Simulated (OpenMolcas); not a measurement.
# How basis sets differ on CH3AlO (SMILES [CH2]1[O][AlH]1)

CH3AlO: 6 atoms, total charge 0, spin state singlet. SMILES: `[CH2]1[O][AlH]1`. The shape comes from GFN2-xTB, which is rough for such elements, and wasn't checked as a minimum.

Each level gives the HOMO–LUMO gap (eV). The values are calculated.

| level | kind | program | value (eV) |
| --- | --- | --- | --- |
| HF/ANO-RCC-MB (DKH2) | Hartree–Fock | OpenMolcas | 11.85 |
| HF/STO-3G | Hartree–Fock | OpenMolcas | 15.26 |
| HF/3-21G | Hartree–Fock | OpenMolcas | 11.42 |
| HF/def2-SVP | Hartree–Fock | OpenMolcas | 11.67 |

The values span 11.42 to 15.26 eV. A Hartree–Fock LUMO above zero doesn't converge with the basis: it sinks as sets grow more diffuse. Orbital gaps aren't excitation energies.

STO-3G stands apart with a gap of 15.26 eV, while the other sets lie between 11.42 and 11.85 eV. Minimal size alone can't explain this, because ANO-RCC-MB is also minimal yet falls close to the split-valence results. The radial shape of the functions probably matters more: STO-3G has fixed, rather compact valence functions that describe an empty orbital poorly and push it up in energy, whereas atomic natural orbitals have a more realistic valence tail. Scalar relativity is too weak in such light elements to account for the difference.

The LUMO is probably dominated by the empty valence p orbital on aluminium, which would make it sensitive to this radial flexibility. Nor does the gap simply shrink as the basis improves: def2-SVP, which adds polarization functions, gives a slightly larger value than 3-21G, perhaps because these functions stabilize the occupied orbitals of the strained ring. Gaps alone can't show how much of each shift comes from the HOMO and how much from the LUMO.
